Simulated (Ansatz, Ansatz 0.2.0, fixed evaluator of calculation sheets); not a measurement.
When a crystal of MoS₂ is made taller and narrower at fixed volume, how steeply does its energy climb, and does the climb depend on how far the crystal is already squeezed? The table follows this change at three volumes. Two shape ratios on the tall side, 4.303 and 4.463, have to be inferred from the rest.

MoS₂ (P6₃/mmc, 6-atom cell) computed with Ansatz 0.2.0: scalar-relativistic PBEsol DFT with PAW, no dispersion correction, no spin polarisation, a 420 eV plane-wave cutoff, a 12×12×4 k mesh and cold smearing of 0.2 eV. Fractional atomic coordinates are held fixed, and free energies are relative to the relaxed crystal (shape ratio 4.0012).

| shape ratio | free energy change at volume per atom 15.759 angstrom^3 (meV an atom) | free energy change at volume per atom 17.478 angstrom^3 (meV an atom) | free energy change at volume per atom 20.057 angstrom^3 (meV an atom) |
| --- | --- | --- | --- |
| 3.335 | 382.5 | 211.4 | 275.7 |
| 3.459 | 310.4 | 142.3 | 212.2 |
| 3.587 | 249.6 | 85.2 | 161.4 |
| 3.720 | 201.9 | 42.0 | 125.1 |
| 3.858 | 169.8 | 15.0 | 104.6 |
| 4.001 | 155.3 | 5.2 | 100.5 |
| 4.149 | 158.6 | 12.9 | 113.1 |
| 4.303 | ? | ? | ? |
| 4.463 | ? | ? | ? |
| 4.628 | 282.7 | 145.7 | 252.9 |
| 4.800 | 364.5 | 228.2 | 334.2 |

The shape ratio is the length of the cell along its axis divided by the length across it. Each energy, from density-functional theory, is counted from the relaxed crystal, whose ratio is about 4.0. The volumes of 15.759, 17.478 and 20.057 Å³ per atom are called compressed, middle and expanded here; the middle one lies slightly below the rest volume. The atoms are carried along with the cell and can't find better places inside it.

**From 3.335 to 3.858: the flat side**

At the top of the table the cell is wide and short. In the middle column the first row stands at 211 meV an atom, and the energy falls steadily to 15 meV at ratio 3.858. Volume is constant down a column, so this is the price of shape alone. The sandwich of sulfur, molybdenum and sulfur is spread sideways and pressed thin, which bends the angles between its bonds.

In a real crystal the soft gap between two sandwiches would take up much of the shortening along the axis, though not the sideways stretch. Here gap and sandwich must deform in the same proportion. The steep wall therefore says little about how easily the layers move apart, and the calculation also leaves out the dispersion forces that help to hold them together.

**From 3.858 to 4.149: the valley floor**

Among the known rows, ratio 4.001 is lowest at all three volumes, but the floor isn't level around it. In the compressed cell the taller neighbour lies below the flatter one, at 158.6 against 169.8 meV. In the expanded cell the order is reversed. A parabola through these three rows puts the best ratio at 4.05 for the compressed cell and 3.96 for the expanded one.

This tilt can be read as a statement about stress. Let x be the natural logarithm of the ratio divided by its rest value. At fixed volume, a small increase of x lengthens the axis by two thirds of that increase and shortens each direction across it by one third. If the compressed cell lowers its energy by growing taller, it must be pushing outwards harder along the axis than across it.

The Mo–S bonds suggest one reason. They lean steeply enough that a taller cell lengthens them, even though it is narrower. In the compressed cell this relieves bonds that are too short; in the expanded cell it stretches bonds that are already too long. The valley then leans towards tall shapes under compression and towards flat shapes under expansion.

**4.800: the far end of the tall wall**

The last row carries the same tilt, mixed with a lopsidedness that the valley has anyway. In the middle cell, which hardly leans at its floor, the tall end lies 16.8 meV above the flat end in the first row. In the compressed cell it lies 18 meV below the flat end, and in the expanded cell 58.5 meV above it. An argument based on bonds gets both signs right.

Its size is another matter. Suppose that the Mo–S bonds were the only springs, with their stiffness set by the energy at ratio 4.001 of the same volume. The two differences would then be −197 and +224 meV, about eleven and four times too large. The first factor is inflated because the computed difference happens to be small; the change from one volume to the other is overstated between five and six times. The likeliest reason is that the bonds hold only part of the energy given to them here, and are softer than assumed. The crowding of neighbours within each layer, which grows as the cell narrows, can't take the place of that explanation. It raises the tall end, which would offset the −197 meV in the compressed cell but add to the +224 meV in the expanded one. Crowding may still act alongside softer bonds, and these energies don't show how large its share is.

**Filling in 4.303 and 4.463**

The known rows near the floor already give a usable estimate. Successive ratios are evenly spaced in x, so a step down the table is a natural unit. For the middle volume, the rows at 3.858, 4.001 and 4.149 fix a simple spring:

- slope per step: (12.9 − 15.0)/2 = −1.05 meV
- curvature: 12.9 + 15.0 − 2 × 5.2 = 17.5 meV
- two steps above 4.001: 5.2 − 2 × 1.05 + ½ × 17.5 × 2² = 38.1 meV

The same spring gives about 81 meV at 4.463, one step further. It should be slightly low there, because at 4.800 it falls 9.5 meV short of the computed energy. The tall wall is steeper than a parabola drawn from the floor.

The tilt decides how the other volumes differ. The compressed cell starts its climb with a downward slope, so it should rise least between 4.001 and 4.463. The expanded cell starts with an upward slope and should rise most. No bump or second minimum is expected, since the strain grows smoothly and the rows on either side show no break.

Springs drawn in the same way for the compressed and expanded cells give about 180 and 142 meV at 4.303, and about 219 and 188 meV at 4.463. All three springs fall short at 4.800, so the values at 4.463 are raised by one or two meV.

The forecasts in meV an atom, for the compressed, middle and expanded cells in that order, are:

- ratio 4.303: 180, 38 and 142, each ±2
- ratio 4.463: 221, 82 and 189, each ±2

The ranges are a judgement based on the smoothness of the known rows. The band gap closes on part of the map, which could add a small irregularity to the energy, but it does so only at ratios of 3.72 and below. At most points on the tall side, including the two inferred rows, the gap is about 0.9 to 1.3 eV, so a change in the occupation of the bands is unlikely to disturb these forecasts.

The withheld rows as computed:

| shape ratio | free energy change at volume per atom 15.759 angstrom^3 (meV an atom) | free energy change at volume per atom 17.478 angstrom^3 (meV an atom) | free energy change at volume per atom 20.057 angstrom^3 (meV an atom) |
| --- | --- | --- | --- |
| 4.303 | 180.5 | 38.5 | 142.5 |
| 4.463 | 221.6 | 82.6 | 189.1 |

**What the two rows show**

All six energies fall inside their ranges. At 4.303 each computed value is 0.5 meV above its forecast. At 4.463 the compressed and middle cells are 0.6 meV above, and the expanded cell is 0.1 meV above. As the forecasts were given in whole meV, misses this small call for no physical explanation.

The order of the climbs is also as forecast. From 4.001 to 4.463 the energy rises by 66 meV in the compressed cell, 77 meV in the middle one and 89 meV in the expanded one. The same change of shape thus costs about a third more in the expanded cell than in the compressed one. The slope at the start of the climb changes sign between these two volumes, and alone it would make the difference even larger. The expanded valley curves slightly less, which takes part of it back.

The simple spring does well near the floor and worse further up. It misses the middle cell by about half a meV at 4.303, but by nearly 2 meV at 4.463, where it is too low. On the flat side it fails in the opposite direction and lies 18 meV too high at 3.335. The band gap closes on part of that side, and these energies don't show whether that contributes to the miss. A valley with equal springs on both sides is therefore a good picture only for small changes of shape.

A fuller description adds third and fourth powers of x to the spring. It was fitted separately at each volume to the nine known rows, with the two inferred rows left out, and it misses the energies of those two rows by less than 0.4 meV. The output below gives the details. This success shows that the valley is smooth between its known walls; it doesn't show which contacts between atoms shape it.

**What carries over to the real crystal**

The rule for this map is simple: begin with the spring, then tilt it towards tall shapes under compression and towards flat shapes under expansion. For a volume between two of the columns, the tilt should lie between theirs. The rule belongs to a crystal whose atoms are tied to the cell.

Real MoS₂ initially behaves the other way round. When it is squeezed from all sides, the soft gap gives way first, so the axis shortens more than the width and the ratio falls. In the calculation the gap can't close without thinning the strongly bonded sandwich as well, which makes the axis seem too stiff. The rise of the best ratio under compression is therefore best read as an artefact of that constraint, though no map with relaxed atoms was computed to confirm it.

This matters where MoS₂ serves as the channel of a transistor and is strained by its surroundings. Its atoms can then relax, and the gap and the sandwich can respond differently. The energies here overstate the cost of such strain, and a strain guide for a device would need a map with relaxed atoms and dispersion forces.

The analysis program printed:

```
fit of E_0 on 9 rows: constant 155.2 +/- 0.24, coefficient of x -169.5 +/- 3.8, coefficient of x**2 6824 +/- 43, coefficient of x**3 3597 +/- 137, coefficient of x**4 -7207 +/- 1288; rms 0.268, worst 3.858 0.416, leave-one-out rms 1.61
  rows outside the fit (model, value, miss): 4.303 180.2, 180.5, -0.323; 4.463 221.8, 221.6, 0.226
fit of E_4 on 9 rows: constant 5.079 +/- 0.25, coefficient of x -41.18 +/- 4, coefficient of x**2 6688 +/- 45, coefficient of x**3 2604 +/- 144, coefficient of x**4 -6352 +/- 1354; rms 0.281, worst 3.459 -0.39, leave-one-out rms 1.74
  rows outside the fit (model, value, miss): 4.303 38.32, 38.5, -0.176; 4.463 82.94, 82.6, 0.34
fit of E_10 on 9 rows: constant 100.4 +/- 0.19, coefficient of x 109.4 +/- 2.9, coefficient of x**2 6340 +/- 33, coefficient of x**3 1522 +/- 105, coefficient of x**4 -5112 +/- 990; rms 0.206, worst 3.459 -0.357, leave-one-out rms 1.28
  rows outside the fit (model, value, miss): 4.303 142.4, 142.5, -0.0916; 4.463 189.4, 189.1, 0.253
central spring less computed E_4 at ratio 3.335 (meV an atom): 17.8
central spring less computed E_4 at ratio 4.800 (meV an atom): -9.5
central spring prediction of E_4 at ratio 4.303 (meV an atom): 38.04
central spring prediction of E_4 at ratio 4.463 (meV an atom): 80.85
best ratio of the compressed cell E_0: 4.047
best ratio of the expanded cell E_10: 3.964
tall end less flat end, compressed cell E_0 (meV an atom): -18
tall end less flat end, expanded cell E_10 (meV an atom): 58.5
climb from ratio 4.001 to 4.463, E_0 (meV an atom): 66.3
climb from ratio 4.001 to 4.463, E_4 (meV an atom): 77.4
climb from ratio 4.001 to 4.463, E_10 (meV an atom): 88.6
Mo-S bond at ratio 3.335, expanded cell E_10 (angstrom): 2.463
Mo-S bond at ratio 4.800, expanded cell E_10 (angstrom): 2.547
tall end less flat end from bond springs alone, E_0 (meV an atom): -197.4
tall end less flat end from bond springs alone, E_10 (meV an atom): 224.1
```
